**Question: Why do GaSb levels meet at some k points and split at others, and why is the gap so small only at Γ?**

I have the levels of zinc-blende GaSb at seven points of the Brillouin zone, from a PBE calculation. In fcc coordinates, level point 6 is Γ, 7 is L and 5 is W. Point 1 lies three quarters of the way from Γ to X, and point 2 lies midway between X and W. Points 4 and 3 lie one third and two thirds of the way from Γ to K.

Kohn–Sham levels of zinc-blende GaSb at points of the k mesh, from CP2K 2026.2 with PBE, GTH pseudopotentials and TZVP-MOLOPT basis sets, without spin–orbit coupling. The calculation used a Γ-centred 8×8×8 k mesh, a 450 Ry plane-wave cutoff and Fermi–Dirac smearing of 0.05 eV. Energies are counted from the valence top.

```csv
point a (reciprocal cell vector),point b (reciprocal cell vector),point c (reciprocal cell vector),level point (row),level under 4 (eV),level under 3 (eV),level under 2 (eV),level under 1 (eV),level over 1 (eV),level over 2 (eV)
-0.3750,-0.3750,0.0000,1,-9.698,-5.842,-2.339,-2.339,0.889,1.813
-0.3750,0.1250,0.5000,2,-8.980,-6.763,-3.004,-2.887,1.931,2.228
-0.2500,-0.2500,0.5000,3,-9.960,-5.534,-3.207,-1.226,2.028,4.687
-0.2500,-0.1250,-0.1250,4,-11.047,-3.117,-1.383,-0.300,1.666,3.276
-0.2500,0.2500,0.5000,5,-8.956,-6.696,-3.351,-3.143,3.710,4.367
0.0000,0.0000,0.0000,6,-11.467,0.000,0.000,0.000,0.084,2.814
0.0000,0.0000,0.5000,7,-9.838,-6.377,-1.152,-1.152,0.411,3.784
```

Energies count from the valence top. "Level under 1" is the highest filled level and "level over 1" the lowest empty one. Sometimes two or three filled levels coincide, sometimes none do. The lowest empty level puzzles me more: point 4 is the nearest to Γ, yet its empty level is well above that of L. What decides all this?

**Answer**

Two things decide it: how the orbital waves on neighbouring atoms add up at a given k, and which orbitals the symmetry of that k allows to mix. The energies show the order and the splittings. The orbital characters used below come from symmetry and the usual bonding picture of such crystals.

Start with the lowest of the four filled levels, which is mainly Sb 5s bonding with Ga 4s. Each atom has four neighbours, and at wave vector k each neighbour's orbital enters with its own phase. At Γ the four phases agree, so the s orbitals bond with full strength. At L three neighbours share one phase and the fourth has the opposite one, so the sum is 3 − 1 = 2 out of 4, a phase factor of ½. On the line from X to W the four contributions cancel.

This factor, which needs only the geometry, puts the lowest level in the right order. The level is deepest at Γ, and at W, where the s–s bond is cancelled, it lies 2.511 eV higher. The factor is not the whole energy, though. L and point 3 both have the value ½ and still differ by 0.12 eV, because p orbitals mix in differently. The output after this text lists the factor for each point.

Now apply the same idea to the lowest empty level, which at Γ is the antibonding partner of that s bond. Full s–s contact should push it up most at Γ, yet that is where it is lowest. The reason is a second interaction that Γ switches off. At Γ, s and p states belong to different symmetries and cannot mix; as soon as k leaves Γ, they can.

The antibonding s state then meets the filled p state that points along k, only just below it. Two states that mix repel each other, so the empty one rises and the filled one sinks. Point 4 fits this picture: its empty level is 1.582 eV above that of Γ, and one p-like level has dropped to −3.117 eV. The highest filled level has sunk by only 0.300 eV. It is most likely the p state that lies sideways to k and is barred by a mirror plane from mixing with s. Steep empty levels and a flat filled one mean light electrons and heavy holes.

That is how a point so near Γ can lie above L. At point 4 the s–s antibonding still has a phase factor of 0.85, and the push from the filled p state comes on top of it. At L the s–p mixing is stronger still, but the s–s antibonding is halved, so the empty level starts from much lower down. Empty states above also press on it and probably help to bring it below point 4, though the energies alone do not say how much each part contributes. The balance leaves a valley only 0.327 eV above the Γ level. Point 1, on the way to X, is also fairly low, at 0.889 eV.

Points 2, 3 and 5 stay higher, and here the simple picture reaches its limit. With only s and p orbitals on nearest neighbours, the lowest empty level would be flat from X to W. In the table it rises from 1.931 eV at point 2 to 3.710 eV at W. Contacts between more distant atoms or empty d orbitals probably shape this rise, but the energies alone do not tell which. Point 3 has the same phase factor as L, but its p states lie differently to k, so the pushes from below and above balance at a higher energy.

The coincidences among the filled levels follow from the same p orbitals. At Γ the three p directions are equivalent, so three levels meet. At L and point 1 the direction along k is singled out, but the two sideways directions remain equivalent, so a pair survives. Towards K the sideways directions differ: one runs along a cube edge, the other along a face diagonal. The upper two filled levels are therefore split by 1.083 eV at point 4 and by 1.981 eV at point 3.

Points 2 and 5 show something else: how different Ga and Sb are. If both atoms were the same element, as in the diamond structure, all levels on the line from X to W would come in pairs. Here the lowest pair is split by 2.217 and 2.26 eV, but the upper filled pair by only 0.117 and 0.208 eV. With the s–s bond cancelled, the lowest level rests mainly on Sb s, while the next one draws on Ga s with Sb p mixed in. Sb s is the deeper of the two s levels. The upper two filled levels, in the simple picture, both combine p orbitals of Ga and Sb in the same proportions, so the difference between the atoms hardly separates them. At L the lowest two levels are also far apart, but they would be so with equal atoms too.

The gap of 0.084 eV at Γ should not be taken as a property of real GaSb, whose gap is roughly 0.8 eV. PBE places the empty s level too low. The cell is also smaller than PBE would choose, with a computed pressure of 2.95 GPa, and letting it expand would lower the s level further, probably enough to close the gap at Γ. Spin–orbit coupling, left out here, also works against the gap. It splits the threefold valence top by roughly 0.75 eV and raises its upper part by a third of that, about 0.25 eV. Even in the present cell, the PBE s level would then lie below the valence top, so the order at Γ would be inverted and the gap there would close. Spin–orbit coupling would also split the pairs at L and point 1.

The low s level at Γ also matters if you want to judge GaSb as a channel for electrons. The computed step from Γ to L is about 13 times the thermal energy kT at room temperature, so L would hold hardly any electrons. In the real crystal the step is roughly 0.1 eV or less, at most about 4 kT, and the L valley offers many more states. A noticeable share of the electrons then sits in L, where they are heavier and slower. The table gets the order of the two valleys right, but its spacing would make the channel look better than it is.

The analysis program printed:

```
Phase factor and level changes from Gamma (eV):
     row  row  phase_factor  lowest_level_rise  conduction_rise  valence_top_fall  gap_at_point
  -0.375    1        0.3827              1.769            0.805             2.339         3.228
  -0.375    2     2.343e-17              2.487            1.847             2.887         4.818
   -0.25    3           0.5              1.507            1.944             1.226         3.254
   -0.25    4        0.8536               0.42            1.582               0.3         1.966
   -0.25    5      4.33e-17              2.511            3.626             3.143         6.853
     0.0    6             1                  0                0                 0         0.084
     0.0    7           0.5              1.629            0.327             1.152         1.563
Splittings at each point (eV):
     row  row  lower_pair  upper_valence_pair  conduction_pair
  -0.375    1       3.856                   0            0.924
  -0.375    2       2.217               0.117            0.297
   -0.25    3       4.426               1.981            2.659
   -0.25    4        7.93               1.083             1.61
   -0.25    5        2.26               0.208            0.657
     0.0    6       11.47                   0             2.73
     0.0    7       3.461                   0            3.373
Distance of row 4 from Gamma (2 pi/a): 0.3536
Distance of L from Gamma (2 pi/a): 0.866
Conduction level of row 4 above that of L (eV): 1.255
Row 4, conduction rise divided by fall of valence top: 5.273
Share of the gap widening from Gamma to L due to the valence top (percent): 77.89
Difference of lowest level between the two rows with phase factor one half (eV): 0.122
Rise of valence top by spin-orbit coupling, rough (eV): 0.25
Gamma gap after that rise, rough (eV): -0.166
Gamma to L conduction separation in units of kT at 300 K: 12.65
Separation of 0.1 eV, rough measured upper bound, in units of kT at 300 K: 3.868
Pressure of the cell in PBE (GPa): 2.95
```
